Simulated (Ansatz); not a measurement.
## A series in volume scale on NbRu

Periodic Kohn-Sham DFT of a crystal at fixed atoms, scaled to volume_scale times the given cell; pressure positive in compression, energy less spherical unpolarised free atoms, largest_vzz the field gradient of largest size among the nuclei. The results are calculated, by Ansatz 0.2.0.

The cell before it is scaled or strained (space group Pm-3m, No. 221):
```
cell vectors (Å)
   3.1840     0.0000     0.0000
   0.0000     3.1840     0.0000
   0.0000     0.0000     3.1840
atoms (fractions of the cell vectors)
Nb  0.00000  0.00000  0.00000
Ru  0.50000  0.50000  0.50000
```

Settings of every row: method all-electron PAW; functional PBEsol; relativity scalar; k mesh 11x11x11; filling fermi-dirac; smearing width 0.03 eV; nucleus gaussian.

Atom start moment: 0 on all atoms.

```csv
row,volume scale,V (Å³/atom),pressure (GPa)
1,0.94,15.171,5.083
2,0.96,15.494,-0.495
3,0.98,15.817,-5.486
4,0.99,15.978,?
5,1,16.139,-9.947
6,1.01,16.301,-11.995
7,1.02,16.462,-13.931
8,1.04,16.785,-17.487
9,1.06,17.108,-20.661
```

Question: what pressure should row 4 give?

Worked fit of pressure. Take u = (V_r/V)^(2/3) − 1 with V_r = 16.22 Å³ an atom, which is twice the finite (Eulerian) strain; such expansions in the strain, on which the Birch-Murnaghan equation of state is built, carry the rest volume and the bulk modulus. The shown rows have u = 0.04558, 0.031, 0.01691, 0.00334, -0.00332, -0.00982, -0.02257, -0.03491. Least squares give pressure = −10.9833 + 309.009 × u + 929.95 × u² + 527 × u³ GPa; a parabola predicts inner rows, each left out in turn, worse (root mean square 0.0097 against 0.0054 GPa). The rows lie off it by 0.000, 0.000, 0.003, -0.006, 0.004, -0.002, 0.003, -0.001 (root mean square 0.0031 GPa). The pressure vanishes at u = 0.0323, or V = 15.46 Å³ an atom, and there the bulk modulus at fixed shape and fractions is B = −V dP/dV = (2/3)(1 + u) dP/du = 255 GPa. The withheld row has u = 0.01007, so the fit gives −10.9833 + 309.009 × (0.01007) + 929.95 × (0.01007)² + 527 × (0.01007)³ = -7.777 GPa.

The calculation gave -7.779 GPa. The fit lies 0.002 GPa (0.0078 % of the column's range) above it; its largest miss of a shown row is 0.006 GPa.
